Notes on central-force stability of sc, bcc and fcc, with bcc Na and K as the test case

1. Premises

(P1) Static Bravais lattice, one atom per primitive cell of volume Ω, T = 0, no zero-point motion.
(P2) Energy per atom E = U(Ω) + ½ Σ φ(r; Ω), the sum running over all lattice vectors x ≠ 0, r = |x|. The ½ shares each bond between two atoms. U = 0 with φ independent of Ω is the "pure pair" crystal. In a simple metal, second-order pseudopotential theory gives just the form (P2), with U ≠ 0 and φ depending on the electron density.
(P3) φ is twice differentiable at the shell radii and the sums of rφ′ and r²φ″ converge absolutely. Primes are r-derivatives at fixed Ω.
(P4) The load is hydrostatic, P_ext, and zero unless I say otherwise.

Conventions: a is the cube edge. A deformation is x → Fx, the Lagrangian strain is η = ½(FᵀF − 1), and repeated indices are summed. C11 = C_xxxx, C12 = C_xxyy, C44 = C_xyxy, C′ = (C11 − C12)/2, B = (C11 + 2C12)/3. Pressure is positive in compression. Shorthand per shell: β = φ′/r, α = φ″ − φ′/r.

Every site is an inversion centre before and after a homogeneous strain, so the force on each atom vanishes and there is no inner relaxation to include.

2. Strain expansion of the pair sum

The squared length changes exactly as

r̃² = x·FᵀF·x = r² + 2 η_ij x_i x_j,

so I expand in s = r² and write φ(r) = f(s). From dr/ds = 1/(2r):

f′ = φ′/(2r),
f″ = (1/2r) d/dr[φ′/(2r)] = (φ″ − φ′/r)/(4r²) = α/(4r²).

With δs = 2 η_ij x_i x_j and φ held fixed as a function,

ΔE_pair/Ω = (1/2Ω) Σ [f′ δs + ½ f″ δs²] + O(η³) = σ_ij η_ij + ½ Cᵖ_ijkl η_ij η_kl,

σ_ij = (1/2Ω) Σ β x_i x_j,
Cᵖ_ijkl = (1/2Ω) Σ α x_i x_j x_k x_l / r².   (1)

The factor in (1): ½ f″ δs² = ½ · α/(4r²) · 4 (x·η·x)² = ½ α (x·η·x)²/r². In a cubic crystal Σ β x_i x_j = δ_ij Σ β r²/3, so σ_ij = −P δ_ij with the pair (virial) pressure

P = −(1/6Ω) Σ r φ′.   (2)

Cᵖ is symmetric in all four indices, hence Cᵖ12 = Cᵖ44, the Cauchy relation. In a pure pair crystal at P_ext = 0 the linear term must vanish, P = 0, and Cᵖ is the elastic tensor.

3. Stability criteria, and what changes when P ≠ 0

Under hydrostatic load the function to be minimised is H = E + P_extΩ. H is stationary at the reference state, so its second variation depends only on the first-order part of the strain path, and I may choose the higher-order part as I like. Cubic symmetry splits symmetric strains into the dilation, two tetragonal shears (traceless diagonal) and three off-diagonal shears, with no cross terms at second order. Stability against homogeneous strain is then

B > 0, C′ > 0, C44 > 0,

the conditions of Born (1940), where under load the three symbols mean the curvatures of H, normalised as for a stress-free crystal.

For the shears I take F = exp(tA), A symmetric and traceless. Then det F = exp(t tr A) = 1 exactly: U(Ω), P_extΩ and the function φ(r; Ω) all stay fixed, and only the pair sum moves. The strain is η = ½(e^{2tA} − 1) = tA + t²A² + O(t³), so

ΔH/Ω = t² [ −P tr A² + ½ Cᵖ_ijkl A_ij A_kl ].

For A = diag(1, −1, 0): tr A² = 2 and ½CᵖAA = Cᵖ11 − Cᵖ12 = 2Cᵖ′. For A_xy = A_yx = 1: tr A² = 2 and ½CᵖAA = ½·4·Cᵖ44. A stress-free cubic solid has 2C′t² and 2C44t² for these two strains, therefore

C′ = Cᵖ′ − P,   C44 = Cᵖ44 − P.   (3)

The P in (3) is the pair pressure (2), whatever balances it. In a pure pair crystal P = P_ext. In a metal at P_ext = 0 it is balanced by the volume terms and has no reason to vanish. This is the point I have to keep in mind for the alkalis.

For the dilation put r → λr, Ω → λ³Ω. Two applications of d/dΩ = (3Ωλ²)⁻¹ d/dλ give Ω d²E/dΩ² = (E_λλ − 2E_λ)/(9Ω) at λ = 1, so the fixed-φ part is (1/18Ω) Σ (r²φ″ − 2rφ′). Since Σ x²(x² + y² + z²) = Σ r⁴/3 shell by shell, (1) gives Cᵖ11 + 2Cᵖ12 = (1/6Ω) Σ (r²φ″ − rφ′). Hence

B = (Cᵖ11 + 2Cᵖ12)/3 + P/3 + K_v,

where K_v collects everything that comes from U and from the Ω-dependence of φ. With C12 = B − 2C′/3 = Cᵖ12 + P + K_v,

C12 − C44 = 2P + K_v.   (4)

So φ at one density fixes C′ and C44 but not B, C11 or C12.

4. Nearest neighbours only, pure pair, zero pressure

With one shell (2) reads P ∝ −φ₁′, so φ₁′ = 0, α₁ = φ₁″ ≡ k, and k > 0 at a minimum.

sc. Ω = a³; six vectors (±a,0,0) etc.; r² = a². Σx⁴ = 2a⁴, Σx²y² = 0.
C11 = (1/2a³) k · 2a⁴/a² = k/a,   C12 = C44 = 0.

bcc. Ω = a³/2; eight vectors (a/2)(±1,±1,±1); r² = 3a²/4. Σx⁴ = Σx²y² = 8a⁴/16 = a⁴/2.
C11 = C12 = C44 = (1/a³) k (a⁴/2)/(3a²/4) = 2k/(3a),   C′ = 0.

fcc. Ω = a³/4; twelve vectors (a/2)(±1,±1,0) etc.; r² = a²/2. Eight have x ≠ 0, so Σx⁴ = a⁴/2; four have both x, y ≠ 0, so Σx²y² = a⁴/4.
C11 = (2/a³) k (a⁴/2)/(a²/2) = 2k/a,   C12 = C44 = k/a,   C′ = k/(2a),   B = 4k/(3a).

So C44 = 0 in sc, C11 = C12 in bcc, and C11 = 2C12 = 2C44 in fcc, which alone satisfies all three criteria.

The reason is a counting one. By (1) the energy is a sum of squares k(n·η·n)², one for each bond direction n, on the six-dimensional space of η. sc has 3 directions, bcc 4, fcc 6. That leaves at least 3 and 2 null directions in sc and bcc, which are exactly the three C44 shears and the two C′ shears; the six fcc forms are independent, as C′, C44, B > 0 confirm.

The zeros are not accidents of second order. Because δs is linear in η exactly, an sc bond along x has δs = 2a²η_xx, and any finite off-diagonal η leaves all bonds unchanged. A bcc bond has δs = (a²/2) tr η for diagonal η, and any finite traceless diagonal η leaves all eight unchanged. For a tetragonal cell a × a × c this means 2a² + c² fixed, and the flat valley runs to c/a = √2, where r² = (2a² + c²)/4 = a²: four former second neighbours arrive at the bond length and the lattice is fcc (the Bain path). No higher-order term of φ₁ lifts the zero.

Under load (3) decides. sc has C44 = −P and bcc has C′ = −P: unstable in compression, stiffened in tension. This fits the geometry, since a²c at fixed 2a² + c² is largest at c = a, and pressure gains by leaving the cubic point. For fcc, (2) gives P = −8rφ₁′/a³ = −4β₁/a, so

C′ = α₁/(2a) − P = (φ₁″ + 7β₁)/(2a),   C44 = α₁/a − P = (φ₁″ + 3β₁)/a.

5. Second neighbours

sc. Twelve vectors a(±1,±1,0), r² = 2a², Σx²y² = 4a⁴, so for a pure pair crystal at P = 0, C44 = C12 = (1/2a³) α₂ · 4a⁴/(2a²) = α₂/a. The second shell lies at 1.414 r₁. For a single-well potential whose inflection point lies inside that radius, φ₂″ < 0 and φ₂′ > 0, so α₂ < 0 and sc is unstable.

bcc. Six vectors (±a,0,0) etc. at r₂ = a = 1.155 r₁. Σx⁴ = 2a⁴, Σx²y² = 0. They add (1/a³) α₂ · 2a² = 2α₂/a to Cᵖ11 and nothing to Cᵖ12 or Cᵖ44:

Cᵖ11 = 2α₁/(3a) + 2α₂/a,   Cᵖ12 = Cᵖ44 = 2α₁/(3a),   Cᵖ′ = α₂/a.

For the pure pair crystal at zero pressure this is the modulus:

(C11 − C12)/2 = (φ₂″ − φ₂′/a)/a.   (5)

In general P = −(1/3a³)(8r₁²β₁ + 6a²β₂) = −2(β₁ + β₂)/a, and (3) gives

C′ = (φ₂″ + β₂ + 2β₁)/a,   C44 = (2/3a)(φ₁″ + 2β₁ + 3β₂).   (6)

P = 0 means β₁ = −β₂, and then (6) falls back to (5). A first shell sitting on the repulsive wall, β₁ < 0, pulls C′ down; only the second shell can hold it up.

A single well can fail this test. For φ = 4ε(y² − y), y = (σ/r)⁶ (Lennard-Jones), r²α = 4ε(168y² − 48y), positive only for y > 2/7 = 0.286. Two shells at P = 0 have y₂ = (3/4)³y₁ and, from d/dy₁ of 8φ₁ + 6φ₂, y₁ = [8 + 6(3/4)³]/(2[8 + 6(3/4)⁶]) = 0.581. Then y₂ = 0.245 < 0.286 and (5) is negative.

I check (6) by a route that never uses strain. For a pair potential the dynamical matrix is Σ (1 − cos q·x)[α n_i n_j + β δ_ij]. Take q = (2π/a)(ξ, ξ, 0) and e = (1, −1, 0)/√2, an eigenvector because it is the only polarisation odd under the mirror x ↔ y that leaves q fixed. Four first neighbours have x = y, so q·x = ±2πξ and e·n = 0; the other four have q·x = 0. Four second neighbours have q·x = ±2πξ and (e·n)² = ½; two have q·x = 0. So

Mω² = (1 − cos 2πξ)[4β₁ + 4(α₂/2 + β₂)] = 2(1 − cos 2πξ)(φ₂″ + β₂ + 2β₁) = 2aC′(1 − cos 2πξ).

For small ξ this is aC′(2πξ)², the same as ρω² = C′q² with ρ = 2M/a³ and q² = 2(2πξ/a)². The slow transverse [110] branch carries the C′ of (6), pressure term included, and with two shells the whole branch out to the zone boundary goes soft together with it.

6. All shells in bcc

For a shell of N vectors of type (a/2)(hkl) define w = ⟨x²y²⟩/r⁴ = (h²k² + k²l² + l²h²)/[3(h² + k² + l²)²]. From ⟨x⁴⟩ + 2⟨x²y²⟩ = r⁴/3, the weight in Cᵖ′ is w′ = (⟨x⁴⟩ − ⟨x²y²⟩)/(2r⁴) = 1/6 − 3w/2. Write φ = ε g(X), X = r/a, and T = Xg′, D = X²g″ − Xg′, so that rφ′ = εT and r²α = εD. With 1/2Ω = 1/a³, equations (1) to (3) become

P = −(ε/a³) Σ N T/3,
C′ = (ε/a³) Σ N (w′D + T/3),   C44 = (ε/a³) Σ N (wD + T/3).   (7)

Shells along ⟨111⟩ have w = 1/9, w′ = 0, and their curvature is invisible to C′. Shells along ⟨100⟩ have w = 0, w′ = 1/6, the largest weight possible.

7. Range of validity

(a) Equations (1) to (7) are exact for the static lattice under (P1) to (P4). The ratios of section 4 need one shell and P = 0; equation (5) needs two shells and zero pair pressure; (6) needs two shells only.
(b) Lattices with a basis (hcp, diamond) can relax internally, which lowers the moduli below (1).
(c) Angular forces and terms that depend on local coordination are outside (P2). That excludes covalent crystals and makes the scheme doubtful for d-band metals. In sp metals, third- and higher-order pseudopotential terms are many-body forces and are dropped.
(d) An undamped Friedel tail cos(2k_F r + δ)/r³ violates (P3): the summand r²φ″ times the r² growth in the number of atoms goes as r cos(2k_F r + δ). Such a sum needs a convergence factor or reciprocal space, and it is sensitive to how close a reciprocal vector G lies to 2k_F. For one electron per atom in bcc, 2k_F a = 2(6π²)^{1/3} = 7.796 and G₁₁₀a = 2π√2 = 8.886, so they are apart.
(e) The criteria are necessary, not sufficient. Modes at finite q need the full dynamical matrix once more than two shells count, and local stability says nothing about which structure is lowest. Na is the reminder: it typically transforms in part to close-packed forms below roughly 35 K without C′ having to vanish.
(f) Vibrational free energy is left out. It matters most for C′, the small modulus.

8. Numbers: a model for bcc Na and K

I take a damped Friedel form, used only for X above about 0.8:

g(X) = −X⁻³ exp[−κ(X − 1)] cos[Q(X − 1) + δ],   Q = 2k_F a = 7.796.

It is an illustrative potential, not one derived from a pseudopotential. κ = 4 is assumed, strong enough that the real-space sums converge quickly. The phase δ = −0.6 is chosen so that C′/C44 comes near the roughly 0.12 typical of these metals at low temperature. Both metals have one electron per atom and the same Q, so I use one shape. Typical inputs: a ≈ 4.23 Å (Na), 5.23 Å (K). I set ε = 17 meV (Na) and 15 meV (K), chosen so that C44 lands near the typical 6 and 3 GPa. Neither shear modulus below is therefore a prediction; what the model can show is how they are put together.

With z = −κ + iQ and u = X⁻³ exp[z(X − 1) + iδ], g = −Re u. From u′/u = z − 3/X and u″/u = (z − 3/X)² + 3/X²,

T = −Re[(zX − 3)u],   D = −Re[(z²X² − 7zX + 15)u].

The main minimum (T = 0) is at X = 0.983, between the first shell at 0.866 and the second at 1, with g = −0.84. The last two columns are the shell terms of (7) in units of ε/a³, evaluated with unrounded Q.

shell   N    X²     w        T         D        c′        c44
(111)   8    3/4    1/9      −18.966   247.84   −50.58    169.72
(200)   6    1      0        1.376     67.49    70.24     2.75
(220)   12   2      1/12     −0.144    −8.73    −4.94     −9.31
(311)   24   11/4   19/363   −0.228    3.89     6.40      3.06
(222)   8    3      1/9      −0.089    2.96     −0.24     2.39
(400)   6    4      0        0.044     −0.50    −0.41     0.09
(331)   24   19/4   33/361   0.004     −0.34    −0.21     −0.72
(420)   24   5      4/75     −0.003    −0.19    −0.42     −0.27

Eight-shell sums: C′ = 19.84, C44 = 167.72, P = 50.36, ratio C′/C44 = 0.12. The next two radii, (422) and (333)+(511), add 0.21 to C′, about one per cent, so the second figure of C′ in GPa is good to about one unit.

What I read from the table:

C44 is almost entirely the first-shell curvature. C′ is a difference of two large numbers. In (6), a²φ₂″/ε = D₂ + T₂ = 68.86, the β₂ term is 1.38, and the 2β₁ term is 2T₁/X₁² = −50.58, total 19.66. Shells three to eight nearly cancel here, but singly they reach 6.40, about a third of C′, so the closeness of 19.66 to 19.84 is luck of the phase and no licence to stop at two shells.

Equation (5) applied blindly gives D₂ = 67.49, which is 3.4 times the model's C′. Nearly all of the gap is the pair pressure: Cᵖ′ = 70.20 over eight shells, less P = 50.36. The term that vanishes in a pure pair crystal is here larger than the modulus it corrects.

Because u ∝ e^{iδ}, the phase dependence is exact and simple. For eight shells,

C′a³/ε = 1.21 cos δ − 33.37 sin δ.

It vanishes at δ ≈ 0.04, where the minimum has moved in to X = 0.898. With the minimum that close to the first shell, the second shell lies near the inflection point, φ₂″ is small, and bcc fails just as the nearest-neighbour argument suggests. Raising δ from −0.6 to −0.5 moves the oscillation inward by only 0.013a and lowers C′ by 2.8 units out of 19.84 (the local slope at δ = −0.6 is 2.7 units per 0.1 rad).

In laboratory units (1 eV/Å³ = 160.2 GPa), ε/a³ = 36.0 MPa for Na and 16.8 MPa for K:

          C44      C′       P        eq. (5) alone    (GPa)
Na model  6.0      0.71     1.8      2.4
K model   2.8      0.33     0.85     1.1

These are the model's numbers, with C44 and C′/C44 put in through ε and δ. The pair pressure is the least secure entry, since it depends on κ and on the assumed shape. Equation (4) shows the strain on the model: with K_v = 0 it would give C12 = C44 + 2P = 9.7 GPa for Na and 4.5 GPa for K, too high by a third or a little more against the typical low-temperature values of about 7 and 3.4 GPa. Either K_v is negative or a realistic φ carries a smaller P, in which case the gap between (5) and the true C′ is narrower than my factor 3.4. The structure of the result does not depend on that: bcc is held against the tetragonal shear by the curvature of φ at the second shell, opposed by the pair pressure of the first, and in this model the balance leaves C′ = 0.71 GPa for Na and 0.33 GPa for K.